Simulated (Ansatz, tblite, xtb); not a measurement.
# How methods differ on AlSiH3OF2 (SMILES [F][Al]([F])[O][SiH3])

AlSiH3OF2 has 8 atoms, charge 0, and is taken as a singlet. SMILES: `[F][Al]([F])[O][SiH3]`. The shape is that of a PBE0-D4/def2-TZVP optimisation.

```xyz
8

F     1.8048   -1.7241    1.7204
Al    0.7920   -1.5953    0.4446
F     0.4875   -2.9432   -0.4277
O     0.0972   -0.1448    0.0483
Si   -0.6105    1.2638   -0.3652
H    -0.8912    2.0602    0.8566
H    -1.8859    0.9956   -1.0777
H     0.2982    2.0306   -1.2552
```

Quantity: the dipole moment, in D. The values are calculated.

```tsv
level	kind	program	value (D)
IPEA1-xTB	semi-empirical	tblite	0.96
GFN2-xTB	semi-empirical	tblite	1.93
GFN0-xTB	semi-empirical	xtb	0.42
GFN1-xTB	semi-empirical	xtb	0.85
HF/STO-3G	Hartree–Fock	Ansatz	0.82
HF/3-21G	Hartree–Fock	Ansatz	1.80
HF/def2-SVP	Hartree–Fock	Ansatz	1.52
B3LYP/6-31G* (spherical functions)	global hybrid	Ansatz	1.31
B3LYP/6-31G* (Cartesian functions)	global hybrid	Ansatz	1.32
PBE0/def2-SVP	global hybrid	Ansatz	1.32
```

The values span 0.42 to 1.93 D. Magnitudes only: a small dipole may point the other way at some levels. Sets without polarisation functions give poor dipoles. Without the sets that lack polarisation functions the rows with a basis span only 1.31 to 1.52 D.

The hybrid functionals agree closely on a modest dipole of 1.31 to 1.32 D, and the choice between spherical and Cartesian functions hardly matters. In the same def2-SVP basis, Hartree–Fock gives a larger value, 1.52 D, probably because it makes the polar bonds too ionic. The tight-binding methods don't settle on a common value: GFN2-xTB lies above every hybrid result, and the other variants lie below.

The molecule is strongly polar bond by bond, but the Al–O–Si link is almost straight, so the Al–O and Si–O bond dipoles largely oppose each other. The Al–F and Si–H bonds, with negative fluorine and hydridic hydrogen at the outer ends, also work against each other along this axis. The total is thus a residue of larger terms, and a small shift of charge at either end can change it considerably. A modest dipole here doesn't imply weakly polar bonds. Nor does the agreement between the hybrids establish basis-set convergence, since none of the sets used contains diffuse functions.
